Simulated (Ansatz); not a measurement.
# Os: pressure against volume scale

All results are calculated (Ansatz 0.2.0). Periodic Kohn-Sham DFT of a crystal at fixed atoms, scaled to volume_scale times the given cell; pressure positive in compression, energy less spherical unpolarised free atoms, largest_vzz the field gradient of largest size among the nuclei.

The cell before it is scaled or strained (space group Fm-3m, No. 225):
```
CELL_PARAMETERS angstrom
0.00000 1.94500 1.94500
1.94500 0.00000 1.94500
1.94500 1.94500 0.00000
ATOMIC_POSITIONS crystal
Os 0.00000 0.00000 0.00000
```

Settings of every row: method frozen-core PAW; functional PBEsol; relativity scalar; k mesh 14x14x14; filling fermi-dirac; smearing width 0.03 eV; wave cutoff 420 eV; paw set soft_2.

Atom start moment: 0 on all atoms.

Limits: PAW files made with PBE; cell far from its zero-pressure volume; no spin-orbit coupling on heavy atoms.

| row | volume scale | V (Å³/atom) | pressure (GPa) |
| --- | --- | --- | --- |
| 1 | 0.94 | 13.833 | 3.694 |
| 2 | 0.96 | 14.127 | -5.173 |
| 3 | 0.98 | 14.422 | -13.019 |
| 4 | 0.99 | 14.569 | -16.597 |
| 5 | 1 | 14.716 | ? |
| 6 | 1.01 | 14.863 | -23.121 |
| 7 | 1.02 | 15.01 | -26.092 |
| 8 | 1.04 | 15.305 | -31.5 |
| 9 | 1.06 | 15.599 | -36.263 |

Question: what pressure should row 5 give?

Worked fit of pressure. Take u = (V_r/V)^(2/3) − 1 with V_r = 14.716 Å³ an atom, which is twice the finite (Eulerian) strain; such expansions in the strain, on which the Birch-Murnaghan equation of state is built, carry the rest volume and the bulk modulus. The shown rows have u = 0.04211, 0.02761, 0.01354, 0.00672, -0.0066, -0.0131, -0.02582, -0.0381. Least squares give pressure = −19.9613 + 489.023 × u + 1662.5 × u² + 1489 × u³ GPa; a parabola predicts inner rows, each left out in turn, worse (root mean square 0.026 against 0.014 GPa). The rows lie off it by 0.003, -0.012, 0.012, 0.003, -0.004, -0.006, 0.005, -0.001 (root mean square 0.0069 GPa). The pressure vanishes at u = 0.0362, or V = 13.95 Å³ an atom, and there the bulk modulus at fixed shape and fractions is B = −V dP/dV = (2/3)(1 + u) dP/du = 425 GPa. The withheld row has u = 0, so the fit gives −19.9613 + 489.023 × (0) + 1662.5 × (0)² + 1489 × (0)³ = -19.961 GPa.

The calculation gave -19.961 GPa. The fit meets it to the printed digit.
